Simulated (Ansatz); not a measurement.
# Abstraction of Br: C3H5Br + SiH3(SiH2) → C3H5 + SiH2(SiH3)Br

Species: C3H5Br `C=CCBr`, singlet; SiH3(SiH2), doublet; C3H5 `[CH2]C=C`, doublet; SiH2(SiH3)Br, singlet. A radical takes Br: the energy is the difference in strength between the C–Br bond broken and the Si–Br bond made.

Shapes, held fixed at every level: PBE0-D4/def2-TZVP. Flexible molecules stand in one conformer, not always the lowest. Programs: Ansatz 0.2.0. The zero-point and thermal change to 298 K, harmonic and unscaled (PBE0-D4/def2-TZVP), is -4.1 kJ/mol.

```tsv
level	kind	ΔH(298 K) (kJ/mol)	CPU time (sum over the molecules)
SPW92/def2-TZVPP	LDA	-125.4	12 s
r2SCAN-D4/def2-TZVPP	meta-GGA	-151.5	46 s
B3LYP-D4/def2-TZVPP	global hybrid	-145.4	39 s
BHLYP-D4/def2-TZVPP	global hybrid	-159.1	29 s
wB97M-V/def2-TZVPP	range-separated hybrid	-146.1	1.7 min
wB97X-V/def2-TZVPP	range-separated hybrid	-146.7	77 s
B2PLYP/def2-TZVPP	double hybrid	-140.5	48 s
```

B2PLYP/def2-TZVPP gives ΔH(298 K) = -140.5 kJ/mol; the levels span -159.1 to -125.4. The median of the levels is -146.1. No measured value is set beside it here. Spin contamination: C3H5 (⟨S²⟩ up to 0.95). Open shells run unrestricted unless RO is named. Relativity is left out for Br unless named. Correlated rows may include outer-core shells of Br, which these sets cover unevenly. Times are processor times on shared x86 and Arm servers, and rough.

Bromine transfer from allyl bromide to the disilanyl radical is strongly exothermic at every level, so the direction of the reaction enthalpy is secure even though its size is not. Two effects work together. The Si–Br bond is stronger than the C–Br bond, helped by the larger electronegativity difference and its greater ionic character. The C–Br bond broken is also an unusually weak one, because the unpaired electron left behind is delocalised over both terminal carbons of the allyl radical.

B3LYP and the two range-separated hybrids lie between -146.7 and -145.4 kJ/mol, while LDA and BHLYP mark the extremes. The spread probably reflects uneven treatment of the two bromine bonds and of the delocalised radical, whose errors need not cancel. The close agreement among the three hybrids therefore suggests a plausible value but doesn't establish its accuracy. Nor does the large driving force show that abstraction is the preferred pathway, since silyl radicals also add readily to the C=C bond.
